**Q:** A hydrogen atom moves from one carbon to the other in the 2-fluorovinyl radical, HC•=CHF, and leaves the 1-fluorovinyl radical, H₂C=C•F. Suppose I know only the barrier and the reaction energy. Can I work out with a pencil how high the molecule stands when it is, say, two thirds of the way across?

**A:** You can, to within about a tenth of an electronvolt here, if you know what kind of hill to draw. Start by looking at a computed one, from a PBE calculation with a small basis set.

Hydrogen shift in the 2-fluorovinyl radical (C₂H₂F, neutral doublet), computed with Ansatz 0.2.0 at the unrestricted PBE-D4/def2-SVP level as a climbing-image nudged elastic band with five images between relaxed ends. Energies are electronic, without zero-point terms; the band force is the largest component on each image, with a convergence limit of 0.05 eV/Å.

```
row  energy over the start (eV)  path length (Å)  band force (eV/Å)
  1                       0.000            0.000                n/a
  2                       0.094            0.392              0.028
  3                       0.842            0.791              0.000
  4                       1.895            1.189              0.000
  5                       0.841            1.589              0.000
  6                      -0.011            1.990              0.000
  7                      -0.235            2.390                n/a
```

Row 1 is the starting radical, row 7 the product and row 4 the top. The path length combines the movements of all five atoms, so it isn't the distance that the hydrogen alone travels. Divide it by its final value, 2.390 Å, and you have the path fraction, which I'll call $x$. The five rows between the ends lie close to one sixth, one third, one half, two thirds and five sixths.

**Q:** I would have drawn a smooth sine-shaped hill from valley to valley.

**A:** That hill would be far too broad. A sine-squared hill still has three quarters of its height one third of the way along. The computed energy in row 3 is 0.842 eV, less than half of the 1.895 eV at the top. In row 2, after a sixth of the path, the molecule has hardly begun to climb. This hill has flat feet and a narrow middle.

**Q:** Why should it be narrow?

**A:** Think of what the atoms do. At the top the hydrogen bridges the two carbons, and the three atoms form a small triangle. That arrangement is what costs energy, and it exists only while the hydrogen is shared. Early on, the motion can be mostly a bending of angles, which is cheap compared with giving up a C–H bond; late on, the same holds in reverse. The flat feet are in the numbers, while this reading of them is an argument from the usual stiffness of bonds and angles.

**Q:** And why is the bridge so expensive? The hydrogen is bonded to something all the time.

**A:** Count the electrons that the triangle has to house: two from the C–H bond and one from the radical centre. The simplest system with the same problem is a triangle of three hydrogen atoms. Two electrons fit well into an orbital that bonds all three centres, which is why H₃⁺ is a stable triangle. A third electron must go into an orbital that is antibonding between some of the centres, and neutral H₃ therefore prefers a straight line to a triangle.

Our hydrogen has no such way out, because the two carbons are bonded to each other and it must pass round the corner. The comparison is good for the electron count and no further. H₃ has three equal atoms and no lasting bond like the one between the carbons, so it tells you nothing about the height or width of this hill.

**Q:** So I need a narrow hump. But the product lies lower than the start.

**A:** Then draw two things and add them. The first is a straight tilt that hands out the reaction energy $\Delta E$ evenly along the path. The second is a hump for the bridge, centred half-way. At the middle the tilt has already contributed half of $\Delta E$, so the hump must supply the rest of the barrier $E_\mathrm{top}$:

$$H = E_\mathrm{top} - \tfrac12\,\Delta E = 1.895 + \tfrac12(0.235) \approx 2.01\ \text{eV}.$$

**Q:** How fast does the hump fall off?

**A:** Take the tilt away from the computed energies and see what remains. Rows 3 and 5, one sixth of the path from the middle, keep 0.92 and 1.00 eV, which is about half of $H$. Rows 2 and 6, two sixths from the middle, keep only 0.13 and 0.18 eV. A bell curve that is easy to remember does nearly the same: full height at the middle, one half after one sixth, one sixteenth after two sixths, and practically nothing at the ends.

Written out, with $u$ for the distance from the middle counted in sixths of the path, the energy over the start is

$$E(x) \approx x\,\Delta E + H\cdot 2^{-u^2}, \qquad u = 6\,\lvert x-\tfrac12\rvert .$$

The bell shape is a convenience; it wasn't derived from a theory of the bridge. The width of one sixth and the centre half-way were both chosen to suit the data.

**Q:** Let me try two thirds of the way, then. That is one sixth past the middle, so half the hump is left.

**A:** Good. Half of 2.01 eV is about 1.01 eV. Now add the tilt.

**Q:** Two thirds of −0.235 eV is −0.16 eV. Together that makes

$$E(\tfrac23) \approx 1.01 - 0.16 = 0.85\ \text{eV}.$$

**A:** The computed value in row 5 is 0.841 eV. Don't be too pleased, though. The width was chosen with this row in view, and the height comes from the barrier itself, so you have described the row and not predicted it. Try a less comfortable place, five sixths of the way.

**Q:** Two sixths past the middle leaves one sixteenth of the hump, 0.13 eV. The tilt is five sixths of −0.235 eV, or −0.20 eV. I get −0.07 eV.

**A:** The calculation gives −0.011 eV in row 6. You have the sign right, and you are off by only 0.06 eV, which is small beside the barrier. As a percentage of the value itself, your estimate is useless. Near zero, where hump and tilt almost cancel, the rule can tell you that the molecule is about level with the start and little more.

**Q:** How good is it over the whole table?

**A:** Take the exact path fractions instead of the round sixths. On the four rows between the ends and the top, the typical (root-mean-square) miss is 0.05 eV, or between two and three per cent of the barrier. The largest is 0.07 eV, in row 3. The ends and the top agree almost by construction, so they say nothing in the rule's favour.

I also let the height and the width vary freely in a least-squares fit to all seven rows. The best width came out at 0.394 Å, against 0.398 Å for one sixth of the path, so the round choice costs little. When each row in turn was left out of that fit and then estimated, the typical miss rose to 0.11 eV. Take it as a cautious figure: when the top is the row left out, the fit has to do without the barrier, which the pencil rule is given.

**Q:** Does row 3 show what is wrong with the rule?

**A:** In part. Rows 3 and 5 lie almost equally far from the middle, so the rule gives them nearly the same hump and leaves it mainly to the tilt to tell them apart. With the exact path fractions it puts row 3 higher by 0.04 eV, while the computed energies are equal to within 0.001 eV. Either the reaction energy is not handed out evenly along the path, or the hump is not quite symmetric. The table can't separate the two.

**Q:** Could I turn the idea round and find the barrier from the first part of the climb?

**A:** Not from the foot of the hill. Suppose that the energy grows as the square of the path length, as for a spring. The top is about three times as far from the start as row 2, so the 0.094 eV there should grow about ninefold, to less than 0.9 eV. The true barrier is more than twice that. The foot tells you how soft the first motion is, and the bridge is a different matter.

You do better if you already know the flanks. Draw one parabola from each valley, equally stiff, and fit the stiffness by least squares to every row but the top. The two curves cross at 2.01 eV, about six per cent above the computed barrier. But that uses points almost half-way up the hill on both sides, and the same parabolas put row 2 at more than twice its computed energy.

**Q:** You centre the hump half-way. Shouldn't a downhill reaction have an early top?

**A:** It depends on the ruler. By path length the top is half-way, at a fraction of 0.50. By bond lengths it is slightly early: the old C–H bond is stretched by 0.16 Å, while the new one is still 0.26 Å too long. The hydrogen sits a little nearer to the carbon that it is leaving, as Hammond's postulate suggests for a step that runs mildly downhill.

This also warns you against a tempting shortcut. By the end of the reaction the old C–H distance has grown by 1.00 Å, so at the top it has covered only about a sixth of its change. The path is half done all the same. If you put the stretch of that bond into the rule in place of the path fraction, you will place the molecule near the foot of the hill when it is standing on the summit.

**Q:** What would I do for a closely related radical, with a different reaction energy?

**A:** If the bridge is much the same, keep the hump and change the tilt. The energy at the middle of the path then changes by half of any change in reaction energy. A related shift with no reaction energy would have a barrier of about 2.0 eV, and one that runs more steeply downhill would have a lower one. That the hump stays the same is an assumption, and a single reaction can't test it. I would trust it for a modest change at a distance from the bridge, and not for a strongly downhill step, where the top should move towards the start and the hump would no longer belong in the middle.

**Q:** And if I want to compare my estimate with an experiment?

**A:** Then remember what you fed into it. The rule passes on any error of the barrier: at the middle in full, one sixth away by half. Semilocal functionals such as PBE tend to put barriers too low. Zero-point motion, which these energies leave out, usually lowers the barrier of a hydrogen shift, so the two corrections pull in opposite directions, and the small basis set adds an error of its own.

The zero of energy needs care as well. The path starts from the bent radical in which the hydrogen on the radical carbon is on the same side as fluorine, and nothing here shows that this is the lowest form. If another form lies lower, the barrier counted from there is higher by the difference. The pencil rule gives you the shape of this one hill between the heights you supply; the heights themselves have to come from a better source.
